**Binding energies of gold, shell by shell: screening, relaxation, Breit and QED**

The table holds binding energies of 19 levels of a free Au atom in the 5d⁹6s² configuration, with relaxation, Breit and QED parts and mean radii, from Dirac-Fock ΔSCF with configuration averaging and no correlation. The program inverts the hydrogenic Dirac formulas for effective charges, tests an unfitted electron-counting model of relaxation against a variant with Slater's effective quantum numbers and a fit in $\ln\langle r\rangle$, and checks Fermi-Segrè scaling of the QED part and the Breit and QED shares of the spin-orbit doublets. Relaxation is monotonic in the mean radius; counting reproduces it to 4% on average for K to M but is 22% too small for N and 61% for O and P, and the logarithmic fit gives the wrong sign outside its range. The QED part of the s levels is 0.8 to 1.0 thousandths of $|dE/dn|$, and Breit narrows the four p doublets by about 1.2% and the 4f doublet by 3.5%. The contact estimate $\alpha^2Z^3/4$ falls short of the K Breit part by a factor of 1.6.

Free Au atom (Z = 79), [Xe] 4f14 5d9 6s2, calculated with Radial Dirac-Fock and Kohn-Sham solver 2: Dirac-Fock ΔSCF, average of configuration, no correlation, Fermi nucleus of rms radius 5.4371 fm. Binding energies are from the vacuum level and include first-order Breit (with frequency dependence) and QED (self-energy and vacuum polarisation) terms.

## Analysis program

```python
# Table: Au 5d9 6s2 binding energies (eV) with relaxation, Breit, QED parts and <r>; radial Dirac-Fock solver,
# Delta-SCF, configuration average, no correlation. Tested: screened Dirac charges, electron counting for
# relaxation (alternatives: Slater n*, ln<r> fit), Fermi-Segre scaling of QED, Breit/QED share of doublets.
T = {
    'level_shell': ['K', 'L1', 'L2', 'L3', 'M1', 'M2', 'M3', 'M4', 'N1', 'N2', 'N3', 'N4', 'N6', 'N7', 'O1', 'O2', 'O3', 'O45', 'P1'],
    'level_binding': [80730, 14372, 13745, 11930, 3444.8, 3165.6, 2760.7, 2303.3, 779.12, 659.69, 562.14, 366.98, 96.399, 92.734, 125.73, 85.179, 68.751, 12.943, 8.2689],  # eV
    'level_relaxation': [-94.507, -57.47, -62.316, -58.551, -33.084, -34.29, -32.229, -35.268, -14.956, -14.897, -13.663, -13.436, -12.672, -12.458, -4.8277, -4.395, -3.7623, -2.2985, -0.37388],  # eV
    'level_breit': [-284.92, -32.707, -54.158, -31.85, -6.009, -10.319, -5.5837, -4.4697, -1.2159, -2.1603, -0.98922, -0.5868, 0.14848, 0.28692, -0.17698, -0.3005, -0.096661, 0.014642, -0.011343],  # eV
    'level_qed': [-150.21, -22.686, -0.39898, -2.4314, -5.2807, -0.22481, -0.61624, 0.40378, -1.3013, -0.026362, -0.12103, 0.10886, 0.081102, 0.065603, -0.23665, 0.011861, -0.003592, 0.020552, -0.019184],  # eV
    'level_mean_radius': [0.01687, 0.07042, 0.05806, 0.06657, 0.183, 0.1735, 0.189, 0.1649, 0.4069, 0.4099, 0.4421, 0.4513, 0.492, 0.4987, 0.9394, 1.016, 1.109, 1.56, 2.916],  # bohr
}
import numpy as np
from scipy.constants import alpha as a, physical_constants as pc
from scipy.optimize import brentq
H = pc['Hartree energy in eV'][0]; mc2 = H/a**2; Z = 79
S = [str(s) for s in T['level_shell']]; I = {s: i for i, s in enumerate(S)}
B, R, Br, Q, r = (np.array(T['level_'+k], float) for k in ('binding', 'relaxation', 'breit', 'qed', 'mean_radius'))
n = np.array(['KLMNOP'.index(s[0])+1 for s in S])
kap = [{'': -1, '1': -1, '2': 1, '3': -2, '4': 2, '6': 3, '7': -4, '45': -3}[s[1:]] for s in S]  # O45 as d5/2
occ = np.array([2, 2,2,4, 2,2,4,10, 2,2,4,10,6,8, 2,2,4,9, 2])  # M5, N5 electrons put with M4, N4
Kp = B-R-Br-Q
# Koopmans values and K parts (eV) typed from further outputs of the same run
out = dict(K=81260.1, L1=14485.2, L2=13861.8, L3=12023, M1=3489.1, M2=3210.4, M3=2799.1, M4=2342.6)
vp, ret, frq = 38.5884, 23.5086, 5.68712
clo = max(abs(Kp[I[s]]-v) for s, v in out.items())
print(f"closure B-relax-Breit-QED vs output Koopmans, 8 rows: max {clo:.2f} eV (rounding floor 0.5 eV K,L; 0.05 M)")
def Ed(z, n, k): return mc2*(1-1/np.sqrt(1+(z*a/(n-abs(k)+np.sqrt(k*k-(z*a)**2)))**2))
def rd(z, n, k):
    g = np.sqrt(k*k-(z*a)**2); m = n-abs(k); N = np.sqrt(m*m+2*m*g+k*k)
    return ((g+m)*(3*N*N-k*k)-k*N)/(2*z*N)
ZE = [brentq(lambda z: Ed(z, n[i], kap[i])-Kp[i], .3, 130) for i in range(len(S))]
Zr = [brentq(lambda z: rd(z, n[i], kap[i])-r[i], .3, 130) for i in range(len(S))]
Nn = {m: occ[n == m].sum() for m in range(1, 7)}
def count(h, ne):  # rough recalled Slater screening steps
    d = lambda m: (.30 if h == 1 else .35) if m == h else (.85 if m == h+1 else 1.)
    return -H*sum((Nn[m]-(m == h))*d(m)**2/(2*ne[m-1]**2) for m in range(h, 7))
c1 = np.array([count(h, [1,2,3,4,5,6]) for h in n])
c2 = np.array([count(h, [1,2,3,3.7,4.0,4.2]) for h in n])  # rough recalled Slater n*
inn = n <= 4; p = np.polyfit(np.log(r[inn]), R[inn], 1); c3 = np.polyval(p, np.log(r))
print("shell Koop/eV  Z_E  Z_r | relax count  n*  ln-fit (eV) | relax% Breit/1e-3 QED/1e-3 of Koop")
for i, s in enumerate(S):
    print(f"{s:3} {Kp[i]:8.1f} {ZE[i]:5.1f} {Zr[i]:5.1f} |{R[i]:7.2f}{c1[i]:7.2f}{c2[i]:7.2f}{c3[i]:7.2f} |"
          f"{100*R[i]/Kp[i]:6.2f}{1e3*Br[i]/Kp[i]:6.2f}{1e3*Q[i]/Kp[i]:6.2f}")
print(f"ln fit on K-N (O,P left out: no full shell outside): relax = {p[1]:.1f} + {p[0]:.1f} ln(<r>/bohr) eV")
for nm, c in (('count n', c1), ('count n*', c2), ('ln fit', c3)):
    e = 100*(c/R-1); w = np.argmax(abs(e)*inn)
    print(f"{nm}: mean |err| K-M {abs(e[n<=3]).mean():.0f}%, N {abs(e[n==4]).mean():.0f}%, "
          f"O-P {abs(e[~inn]).mean():.0f}%; worst K-N {S[w]} {e[w]:+.0f}%")
print("slope d relax/d ln r in shell, eV:", *[f"{x}{np.polyfit(np.log(r[n==m]), R[n==m], 1)[0]:.1f}" for x, m in (('L ',2),('M ',3),('N ',4),('O ',5))])
print("|relax|*<r>, eV bohr (1/r law = constant):", *[f"{s} {-R[I[s]]*r[I[s]]:.1f}" for s in ('K','L1','M1','N1','O1','P1')])
print(f"relax K/P1 {R[0]/R[-1]:.0f}; binding K/P1 {B[0]/B[-1]:.0f}; <r> P1/K {r[-1]/r[0]:.0f}")
print("|Breit|+|QED| > |relax| in:", *[s for i, s in enumerate(S) if abs(Br[i])+abs(Q[i]) > -R[i]])
print(f"K: bare point Dirac {Ed(Z,1,-1):.0f} eV, gap to Koop {Ed(Z,1,-1)-Kp[0]:.0f}; bare <r> {rd(Z,1,-1):.5f} bohr ({100*(r[0]/rd(Z,1,-1)-1):+.1f}% table)")
print(f"K gap, crude: outer 77 e sum N/<r> {H*(occ[1:]/r[1:]).sum():.0f} eV + 1s partner 5Z/8 {H*5*Z/8:.0f} eV")
print(f"K corrections total {R[0]+Br[0]+Q[0]:.1f} eV; VP {vp:+.1f}, self-energy {Q[0]-vp:.1f}; scale (a/pi)(Za)^4mc2 {a/np.pi*(Z*a)**4*mc2:.1f}, Za {Z*a:.3f}")
print(f"K Breit: a^2Z^3/4 = {H*a*a*Z**3/4:.0f} eV, table/model {-Br[0]/(H*a*a*Z**3/4):.2f}; less retard., freq.: {Br[0]-ret-frq:.1f} eV")
ss = [I[s] for s in ('K','L1','M1','N1','O1','P1')]; E = Kp[ss]
dE = -E*np.gradient(np.log(E)); dE[0] = 2*E[0]  # K: hydrogenic 2E/n; P1: one-sided
print("QED ns/(n+1)s:", *[f"{x:.2f}" for x in Q[ss][:-1]/Q[ss][1:]], "| n^-3:", *[f"{((m+1)/m)**3:.2f}" for m in range(1, 6)])
print("|QED|/(dE/dn), 1e-3 (K hydrogenic, P1 one-sided):", *[f"{S[i]} {-1e3*Q[i]/d:.2f}" for i, d in zip(ss, dE)])
print(f"doublets (eV): split, Koop split, relax, Breit, QED parts; 1/Z = {100/Z:.2f}%, a/pi = {100*a/np.pi:.3f}%")
fb = []
for x, y in (('L2','L3'), ('M2','M3'), ('N2','N3'), ('O2','O3'), ('N6','N7')):
    i, j = I[x], I[y]; k = Kp[i]-Kp[j]; fb.append((Br[j]-Br[i])/k)
    print(f"{x}-{y}: {B[i]-B[j]:.2f} {k:.2f} {R[i]-R[j]:+.2f} {Br[i]-Br[j]:+.3f} ({-100*fb[-1]:+.2f}%) {Q[i]-Q[j]:+.3f} ({100*(Q[i]-Q[j])/k:+.3f}%)")
print(f"O1-N6 binding {B[I['O1']]-B[I['N6']]:.1f} eV, Koop {Kp[I['O1']]-Kp[I['N6']]:.1f} eV, <r> O1/N6 {r[I['O1']]/r[I['N6']]:.2f}")
print("Breit>0:", *[s for s in S if Br[I[s]] > 0], "| QED>0:", *[s for s in S if Q[I[s]] > 0])
assert clo < 0.6
assert np.all(np.diff(R[np.argsort(r)]) > 0)
assert B[I['O1']] > B[I['N6']] and r[I['O1']] > r[I['N7']]
assert all(0.5/Z < f < 2/Z for f in fb[:4])
```

It prints:

```
closure B-relax-Breit-QED vs output Koopmans, 8 rows: max 0.46 eV (rounding floor 0.5 eV K,L; 0.05 M)
shell Koop/eV  Z_E  Z_r | relax count  n*  ln-fit (eV) | relax% Breit/1e-3 QED/1e-3 of Koop
K    81259.6  74.1  78.3 | -94.51 -85.32 -95.90 -92.18 | -0.12 -3.51 -1.85
L1   14484.9  63.0  75.2 | -57.47 -59.80 -70.38 -57.65 | -0.40 -2.26 -1.57
L2   13861.9  61.7  74.3 | -62.32 -59.80 -70.38 -62.31 | -0.45 -3.91 -0.03
L3   12022.8  59.1  72.9 | -58.55 -59.80 -70.38 -59.01 | -0.49 -2.65 -0.20
M1    3489.2  47.3  68.4 | -33.08 -32.82 -42.12 -34.57 | -0.95 -1.72 -1.51
M2    3210.4  45.4  66.7 | -34.29 -32.82 -42.12 -35.86 | -1.07 -3.21 -0.07
M3    2799.1  42.9  64.5 | -32.23 -32.82 -42.12 -33.79 | -1.15 -1.99 -0.22
M4    2342.6  39.2  61.9 | -35.27 -32.82 -42.12 -37.09 | -1.51 -1.91  0.17
N1     796.6  30.5  56.7 | -14.96 -10.67 -15.76 -15.26 | -1.88 -1.53 -1.63
N2     676.8  28.1  54.1 | -14.90 -10.67 -15.76 -15.08 | -2.20 -3.19 -0.04
N3     576.9  26.0  51.3 | -13.66 -10.67 -15.76 -13.25 | -2.37 -1.71 -0.21
N4     380.9  21.1  46.0 | -13.44 -10.67 -15.76 -12.75 | -3.53 -1.54  0.29
N6     108.8  11.3  36.4 | -12.67 -10.67 -15.76 -10.67 |-11.64  1.36  0.75
N7     104.8  11.1  36.0 | -12.46 -10.67 -15.76 -10.34 |-11.88  2.74  0.63
O1     131.0  15.5  39.3 |  -4.83  -1.61  -2.78   4.96 | -3.69 -1.35 -1.81
O2      89.9  12.8  35.5 |  -4.39  -1.61  -2.78   6.86 | -4.89 -3.34  0.13
O3      72.6  11.5  32.8 |  -3.76  -1.61  -2.78   8.97 | -5.18 -1.33 -0.05
O45     15.2   5.3  22.1 |  -2.30  -1.61  -2.78  17.22 |-15.12  0.96  1.35
P1       8.7   4.8  18.5 |  -0.37  -0.05  -0.09  32.34 | -4.31 -1.31 -2.21
ln fit on K-N (O,P left out: no full shell outside): relax = 6.5 + 24.2 ln(<r>/bohr) eV
count n: mean |err| K-M 4%, N 22%, O-P 61%; worst K-N N1 -29%
count n*: mean |err| K-M 20%, N 16%, O-P 40%; worst K-N M3 +31%
ln fit: mean |err| K-M 3%, N 7%, O-P 2079%; worst K-N N7 -17%
slope d relax/d ln r in shell, eV: L 25.6 M 22.2 N 12.2 O 4.9
|relax|*<r>, eV bohr (1/r law = constant): K 1.6 L1 4.0 M1 6.1 N1 6.1 O1 4.5 P1 1.1
relax K/P1 253; binding K/P1 9763; <r> P1/K 173
|Breit|+|QED| > |relax| in: K
K: bare point Dirac 93460 eV, gap to Koop 12200; bare <r> 0.01667 bohr (+1.2% table)
K gap, crude: outer 77 e sum N/<r> 8452 eV + 1s partner 5Z/8 1344 eV
K corrections total -529.6 eV; VP +38.6, self-energy -188.8; scale (a/pi)(Za)^4mc2 131.1, Za 0.576
K Breit: a^2Z^3/4 = 179 eV, table/model 1.60; less retard., freq.: -314.1 eV
QED ns/(n+1)s: 6.62 4.30 4.06 5.50 12.34 | n^-3: 8.00 3.38 2.37 1.95 1.73
|QED|/(dE/dn), 1e-3 (K hydrogenic, P1 one-sided): K 0.92 L1 1.00 M1 1.04 N1 1.00 O1 0.80 P1 0.81
doublets (eV): split, Koop split, relax, Breit, QED parts; 1/Z = 1.27%, a/pi = 0.232%
L2-L3: 1815.00 1839.04 -3.77 -22.308 (-1.21%) +2.032 (+0.111%)
M2-M3: 404.90 411.30 -2.06 -4.735 (-1.15%) +0.391 (+0.095%)
N2-N3: 97.55 99.86 -1.23 -1.171 (-1.17%) +0.095 (+0.095%)
O2-O3: 16.43 17.25 -0.63 -0.204 (-1.18%) +0.015 (+0.090%)
N6-N7: 3.67 4.00 -0.21 -0.138 (-3.46%) +0.015 (+0.387%)
O1-N6 binding 29.3 eV, Koop 22.1 eV, <r> O1/N6 1.91
Breit>0: N6 N7 O45 | QED>0: M4 N4 N6 N7 O2 O45
```
